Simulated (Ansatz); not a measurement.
## InH3F− (SMILES [H][In-]([H])([H])[F]): the energy, rung by rung

The species is InH3F− (5 atoms), meant as a singlet with charge -1. SMILES: `[H][In-]([H])([H])[F]`. Geometry: a GFN2-xTB relaxation, a rough one for these elements and not checked as a minimum.

```xyz
5

In    0.0017    0.0031   -0.1344
F     0.0095   -0.0193    1.8835
H     1.6439    0.0097   -0.5932
H    -0.8322    1.4253   -0.5650
H    -0.8229   -1.4189   -0.5910
```

Each level gives the energy change with the In1–H5 bond stretched from 1.706 to 2.133 Å (eV). The values are calculated.

| level | kind | program | value (eV) | less FCI/STO-3G | CPU time (all runs) |
| --- | --- | --- | --- | --- | --- |
| HF/STO-3G (restricted) | Hartree–Fock | Ansatz | 1.14 | +0.23 | 0.87 s |
| SVWN5/STO-3G (restricted) | LDA | Ansatz | 1.11 | +0.20 | 2.5 s |
| PBE/STO-3G (restricted) | GGA | Ansatz | 0.96 | +0.05 | 3.6 s |
| r2SCAN/STO-3G (restricted) | meta-GGA | Ansatz | 1.01 | +0.10 | 7.6 s |
| BHLYP/STO-3G (restricted) | global hybrid | Ansatz | 1.12 | +0.21 | 3.6 s |
| wB97X/STO-3G (restricted) | range-separated hybrid | Ansatz | 1.09 | +0.18 | 15 s |
| RPA@PBE/STO-3G (restricted) | RPA | Ansatz | 0.85 | -0.06 | 5.8 s |
| BCCD(T)/STO-3G (restricted) | coupled cluster or CI | Ansatz | 0.91 | 0.00 | 1.3 s |
| FCI/STO-3G | exact in the basis | Ansatz | 0.91 | 0.00 | 23 s |

FCI/STO-3G is exact within its basis and frozen core, so for wave-function methods in that basis the difference is their error; functionals converge differently with the basis, so for them it is only a difference. All-electron rows without a relativistic Hamiltonian named are non-relativistic. Sets without diffuse functions describe the anion poorly. The first shape isn't each level's own minimum. The values span 0.85 to 1.14 eV. All rows use very small basis sets, so even the best lies far from the true value. In the correlated wave-function rows the outer d shell of In is correlated, in sets not made for it. CPU times are rough (shared hosts, several kinds of processor): they show what a rung costs within a factor of a few.

Stretching one In–H bond costs 0.91 eV at the FCI level, and restricted Hartree–Fock makes it too costly by 0.23 eV. As the bond lengthens, the σ–σ* gap narrows and the electron pair gains more from left-right correlation, which a single closed-shell determinant lacks; it keeps too much ionic character instead. In so small an orbital space, this σ-to-σ* correlation probably accounts for most of the difference. BCCD(T) matches FCI to the printed precision, so the stretched bond is still well described from a single reference, while RPA slightly overshoots the correction.

Among the functionals, PBE gives the softest bond and BHLYP the stiffest. Exact exchange without matching left-right correlation probably contributes to the higher hybrid values, but it can't explain the whole order: SVWN5 has none and still lies close to BHLYP, in keeping with the usual overbinding of LDA. A single partial stretch doesn't establish the In–H dissociation energy, nor whether the bond would finally break to give a hydride ion or a hydrogen atom.
